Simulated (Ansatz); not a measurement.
# How methods differ on CH5OSi (SMILES [CH2][SiH2]O)

CH5OSi has 8 atoms, charge 0, and is taken as a doublet. SMILES: `[CH2][SiH2]O`. Geometry: optimised at wB97X-V/def2-SVP. This is one conformer, not always the lowest.

Each level gives the adiabatic electron affinity (to the singlet anion, shapes relaxed at wB97X-V/def2-SVP, no zero-point term) (eV). The values are calculated.

The electron affinity is E(neutral) − E(anion): positive where the electron is bound.

```csv
level,kind,program,value (eV),less CCSD(T)/def2-TZVP
UHF/def2-TZVP,Hartree–Fock,Ansatz,-0.41,-1.44
UPBE/def2-TZVP,GGA,Ansatz,1.22,+0.19
UB3LYP/def2-TZVP,global hybrid,Ansatz,1.15,+0.12
U-wB97M-V/def2-TZVP,range-separated hybrid,Ansatz,1.18,+0.15
UMP2/def2-TZVP,perturbation theory,Ansatz,1.12,+0.09
UCCSD(T)/def2-TZVP,coupled cluster or CI,Ansatz,1.03,0.00
```

Differences are taken from UCCSD(T)/def2-TZVP for orientation; it has basis-set and higher-order errors of its own. The values span -0.41 to 1.22 eV.

Every correlated or density-functional level binds the extra electron, by about an electronvolt, while Hartree–Fock alone puts the anion above the neutral radical. The main reason is electron correlation: attachment pairs the unpaired electron, largely carbon 2p in character, and the new lone pair brings correlation energy that the radical lacks. Mean-field theory misses this and so disfavours the anion. UMP2 recovers the whole shift and slightly overshoots it, ending 0.09 eV above coupled cluster, which suggests that the missing part is mainly ordinary dynamic correlation. Binding well beyond that of a simple methyl radical would fit the known stabilisation of carbanions by α-silicon, through polarisation and delocalisation into σ* orbitals on silicon.

The three functionals all lie above coupled cluster, but their narrow spread gives no clear ranking by type. Because the basis has no dedicated diffuse functions, the anion is probably described less well than the neutral, so the true affinity may be higher than 1.03 eV, and the functionals' apparent overbinding need not persist against experiment.
